**Worked problem: the ionisation energy of CH₃SiH₂OCF₃ from PBE to CCSD(T)**

One electron is taken from the molecule with the nuclei held still, and the energy this costs is computed with six density functionals, with Hartree-Fock (HF) and with correlated methods built on HF. "Error" below means the column "less CCSD(T) at the limit", a row's ionisation energy (IE) minus the estimate of CCSD(T) in a complete basis, 11.93 eV. That reference is a calculation, not a measurement. The share of exact exchange is the fraction of HF-type exchange that a method uses between distant electrons, and ⟨S²⟩ is 0.75 for a pure doublet.

Vertical ionisation of CH₃SiH₂OCF₃ in the gas phase at the neutral's PBE0-D4/def2-TZVP geometry (Ansatz 0.2.0; unrestricted cation, frozen cores in MP2 and coupled cluster). The limit rows extrapolate HF and MP2 from def2-TZVPP and def2-QZVPP; coupled cluster adds its difference from MP2 in def2-TZVPP. In correlated rows ⟨S²⟩ is that of the HF reference.

| level | exact exchange, long range (%) | ionisation energy (eV) | less CCSD(T) at the limit (eV) | cation <S^2> |
| --- | --- | --- | --- | --- |
| PBE-D4/def2-TZVPP | 0 | 10.92 | -1.01 | 0.752 |
| r2SCAN-D4/def2-TZVPP | 0 | 11.15 | -0.78 | 0.756 |
| B3LYP-D4/def2-TZVPP | 20 | 11.43 | -0.50 | 0.756 |
| PBE0-D4/def2-TZVPP | 25 | 11.42 | -0.51 | 0.758 |
| wB97X-V/def2-TZVPP | 100 | 11.70 | -0.23 | 0.759 |
| wB97M-V/def2-TZVPP | 100 | 11.66 | -0.27 | 0.757 |
| CCSD(T)/def2-TZVPP | n/a | 11.81 | -0.12 | 0.766 |
| CCSD(T)/def2-limit | n/a | 11.93 | 0.00 | n/a |
| CCSD/def2-TZVPP | n/a | 11.86 | -0.07 | 0.766 |
| CCSD/def2-limit | n/a | 11.99 | 0.05 | n/a |
| HF/def2-QZVPP | 100 | 11.19 | -0.74 | 0.766 |
| HF/def2-TZVPP | 100 | 11.21 | -0.72 | 0.766 |
| HF/def2-limit | 100 | 11.19 | -0.74 | n/a |
| MP2/def2-QZVPP | n/a | 12.12 | 0.19 | 0.766 |
| MP2/def2-TZVPP | n/a | 12.05 | 0.12 | 0.766 |
| MP2/def2-limit | n/a | 12.17 | 0.24 | n/a |

**(a)** Explain the sign and the order of the errors of the six functionals. Use a model of a hole shared among fragments, and test it with the energy ε of the neutral's highest occupied orbital (HOMO).

**Solution.** In exact theory the energy of a fragment runs in a straight line between whole numbers of electrons, so sharing a hole among equal fragments costs the same as placing it on one. Semilocal functionals let an electron partly repel itself, and their curve sags below the line at fractional charge. A cation can exploit the sag by spreading its hole, while the closed-shell neutral has no hole to spread. The cation comes out too stable and the IE too low, which is the delocalisation error. HF exchange bends the curve the other way, so mixing it in should shrink the error.

Let a fragment that has lost a fraction q of an electron have the energy E(q) = Iq − kq(1 − q), where I is its true ionisation energy and k measures the sag. Share the loss equally among n such fragments and add up:

E(q) = n[I(q/n) − k(q/n)(1 − q/n)] = (I − k)q + kq²/n.

The slope at q = 0 is −ε by Janak's theorem, and E(1) is the computed IE. Hence

−ε = I − k, IE = I − k + k/n, c ≡ IE + ε = k/n, error = IE − I = −(n − 1)c.

Two things follow from the model. The orbital energy carries the whole sag k, whereas the IE carries only the part k(1 − 1/n), which vanishes for a hole on one fragment. The error should also be negative when c is positive, and fall to zero with it.

The runs agree in broad terms. Across the six functionals ε spans 3.91 eV but the IE only 0.78 eV. With the small D4 dispersion part taken out of the IE, c is near 3 eV without exact exchange, a little above 2 eV for the global hybrids B3LYP and PBE0, and close to zero for the two wB97 functionals. The errors fall into the same three groups, and all six are negative. This shows that sag and error go together; that the first causes the second is the argument above, since adding exact exchange changes other things too.

A line error = a + bc, fitted to the six functional rows, gives a = −0.21 eV and b = −0.196. For PBE, which was part of the fit and is its worst row:

c = 10.89 − 7.83 = 3.06 eV; error ≈ −0.21 − 0.196 × 3.06 = −0.81 eV, against −1.01 eV in the table.

The rms misfit is 0.12 eV, far above the rounding of the table. The model predicts no offset a, and a and b trade against each other, so no value of n should be read from the slope. A line in the long-range share does about as well (0.13 eV). Separate short-range and long-range terms reach 0.07 eV, but with three constants for six rows and with short-range shares of the wB97 functionals that are only rough recalled values. The residuals of all three fits are in the output printed after this text.

The misfit is systematic, because equal steps in c do not buy equal steps in IE. From PBE to PBE0, c falls by 0.98 eV and the IE rises by 0.50 eV. From PBE0 to wB97X-V, c falls by 2.13 eV and the IE rises by only 0.28 eV. Equal fragments cannot give this, since any sag spreads the hole over all of them. With unequal fragments spreading has a cost, so a smaller sag rewards it less, the hole contracts, the effective n approaches 1 and the IE stops responding. Taken literally, error = −(n − 1)c gives n of only about 1.3 for PBE and 1.2 for PBE0, so n is an effective number here and not a count of atoms. That reading was not tested against the spin density. A rival reading is that short-range exact exchange moves the IE more than long-range exchange does, as the slopes of the three-constant fit suggest; the wB97 functionals have less of it than PBE0. Six rows cannot decide between the two.

Three pairs differ in ways that the exchange share does not explain. r2SCAN lies 0.23 eV above PBE at the same share of zero, while its c is lower by only 0.12 eV, so no model in the share and hardly the line in c accounts for it. A guess is that its different semilocal exchange and correlation shift I itself, which the model treats as exact. B3LYP (here the form with VWN-RPA correlation) and PBE0 differ by 0.01 eV, and the order reverses when D4 is removed. They tie, and the five points of exchange share between them leave no visible trace. The two wB97 functionals, equal in long-range share, differ by 0.04 eV.

**(b)** HF has full exact exchange. Explain why its error resembles that of r2SCAN, and split the CCSD(T) value in the def2-TZVPP basis into parts that place MP2 and CCSD.

**Solution.** HF removes the sag and overcorrects it: c is −1.56 eV. This is the familiar orbital relaxation, the energy the cation gains when its remaining orbitals contract around the hole, measured from the Koopmans value −ε. The line of part (a), from which HF was left out because it has no correlation, predicts an error of +0.09 eV, and the table has −0.72 eV. A second cause is therefore at work, and the similar errors of HF and r2SCAN have different origins.

That cause is correlation. Electrons avoid one another and so lower the energy, pair by pair. The neutral has one more electron and more pairs than the cation, so it gains more, and a method without correlation puts the IE too low. The energies of the runs give the split, which is an identity and not a test:

IE = 12.77 (Koopmans) − 1.56 (relaxation) + 0.652 (CCSD correlation) − 0.055 (triples) = 11.81 eV.

A count with no fitted constant gives a scale for the correlation term. If the correlation energy were simply proportional to the number of valence electrons, losing one of the 44 would cost 0.88 eV in MP2, and the run gives 0.84 eV. The closeness does not prove the count. Each pair's energy belongs to two electrons, so breaking all pairs of an average electron would cost twice its share if nothing else changed. The electron removed need not be average, however, and the pairs that remain readjust. The count worsens for better methods, which find only 72% (CCSD) and 64% (CCSD(T)) of their own per-electron share.

The reason lies on the cation's side. Going from MP2 to CCSD lowers the neutral by 0.879 eV but the cation by 1.068 eV, which takes 0.189 eV off the IE. Triples also favour the cation, by a smaller amount. MP2 thus counts the pairs lost but misses part of what the cation wins back, and it ends 0.24 eV above CCSD(T) in the same basis.

The likely mechanism is readjustment of orbitals. The largest single-excitation amplitude in CCSD is 0.25 for the cation and 0.012 for the neutral, so CCSD strongly reshapes the HF orbitals of the cation only. MP2 on a converged HF solution has no single excitations and keeps those orbitals. The amplitudes are shown by the runs, while their share of the energy is inferred. Spin contamination is mild: the ⟨S²⟩ of 0.766 printed for these rows belongs to the HF reference and is the largest in the table.

**(c)** Explain why CCSD's error changes sign with the basis while HF's hardly moves, and say how far the reference can be trusted.

**Solution.** A finite basis describes the smooth mean field well but converges slowly on the cusp where two electrons of opposite spin meet. The neutral has one more electron to form such pairs, so it loses more from a small basis, and the correlated IE rises as the basis grows. From def2-TZVPP to the limit HF moves by −0.02 eV and MP2 by +0.12 eV. Of the shift in MP2's correlation part, 87% comes from opposite-spin pairs.

The limit rows for CCSD and CCSD(T) borrow this shift from HF and MP2, on the assumption that what lies beyond MP2 is converged in def2-TZVPP. MP2 usually converges more slowly with the basis than coupled cluster does, so the borrowed shift tends to be somewhat too large and the reference somewhat high. Their common shift is therefore built in and confirms nothing. It explains the signs by plain addition, method error plus basis error:

CCSD/def2-TZVPP: +0.05 − 0.12 = −0.07 eV; MP2/def2-TZVPP: +0.24 − 0.12 = +0.12 eV.

MP2 looks better in the smaller basis only because two errors cancel. Functionals need no basis functions for the cusp and should converge much as HF does, which is the argument for holding them against the limit row.

This leaves the wB97 functionals, whose c is near zero, still 0.23 and 0.27 eV below the reference. The gap may be their own error at whole electron numbers. It may also lie in the reference: the HF cation under CCSD(T) can hold its hole in another orbital than the functionals' cations, and being a stable solution does not rule that out. The two highest orbitals are only 0.44 eV apart in wB97X-V, and a large single amplitude is what a poor starting hole would produce. It is no evidence of a higher state, however: with no symmetry to forbid it, the single excitations can move the hole, so the amplitude may equally be CCSD reshaping the hole of the lowest state. A higher state would make the reference too high and every functional's error look too negative by the same amount, leaving their order unchanged. Whether the HF cation and the wB97 cations have their hole in the same place is the question this one molecule and conformer leaves open.

The analysis program printed:

```
All energies in eV; table rounding 0.005 per entry, 0.01 per difference
c = IE without D4 + HOMO; resA, resB, resC = error less models A, B, C
level       error   HOMO   D4 part  IE no D4    c     resA   resB   resC  S2-0.75
PBE-D4      -1.01   -7.83   0.026    10.89    3.06  -0.20  -0.23  -0.12  0.002
r2SCAN-D4   -0.78   -8.20   0.007    11.14    2.94   0.01  -0.00   0.11  0.006
B3LYP-D4    -0.50   -9.09   0.041    11.39    2.29   0.16   0.17   0.05  0.006
PBE0-D4     -0.51   -9.31   0.022    11.40    2.08   0.11   0.13  -0.04  0.008
wB97X-V     -0.23  -11.75   0.000    11.70   -0.05  -0.03  -0.01   0.01  0.009
wB97M-V     -0.27  -11.60   0.000    11.66    0.06  -0.05  -0.05  -0.01  0.007
model A: rms 0.12, worst PBE-D4 -0.20
model B: rms 0.13, worst PBE-D4 -0.23
model C: rms 0.07, worst PBE-D4 -0.12
A: error = -0.21 -0.196 * c
B: error = -0.78 +0.0056 * long-range %
C: error = -0.89 +0.0169 * short-range % +0.0044 * extra long-range %
spread over functionals: IE 0.78, HOMO 3.91
r2SCAN less PBE: IE +0.23, c -0.12; PBE0 less PBE: IE +0.50, c -0.98
wB97X-V less PBE0: IE +0.28, c -2.13; wB97X-V HOMO to HOMO-1 0.44
PBE to PBE0 line carried to 100%: 12.91, above HF/TZVPP by 1.70
HF/TZVPP (not fitted, no correlation): c -1.56, error -0.72, S2-0.75 0.016
  predicted error A +0.09, B -0.22, C +0.80
TZVPP sum: Koopmans 12.77, relaxation -1.56, CCSD +0.652, triples -0.055
  total 11.81, table CCSD(T) 11.81
correlation part of IE at TZVPP against neutral correlation / 44 valence electrons
  MP2      found 0.841, count 0.883, ratio 0.95
  CCSD     found 0.652, count 0.903, ratio 0.72
  CCSD(T)  found 0.597, count 0.934, ratio 0.64
CCSD less MP2 correlation: neutral -0.879, cation -1.068, on IE -0.189
triples: neutral -1.324, cation -1.379
MP2 part of IE, TZVPP: same spin 0.202, opposite spin 0.639, sum 0.841
MP2 part of IE, QZVPP: same spin 0.213, opposite spin 0.710, sum 0.922
MP2 part of IE, limit: same spin 0.221, opposite spin 0.762, sum 0.982
TZVPP to limit, MP2 correlation: same spin +0.019, opposite spin +0.122 (87% of sum)
TZVPP to limit, IE shift: HF -0.02, MP2 +0.12, CCSD +0.13, CCSD(T) +0.12
less CCSD(T) in the same basis, TZVPP: HF -0.60, MP2 +0.24, CCSD +0.05
less CCSD(T) in the same basis, limit: HF -0.74, MP2 +0.24, CCSD +0.06
functionals less CCSD(T)/TZVPP: -0.89 -0.66 -0.38 -0.39 -0.11 -0.15
```
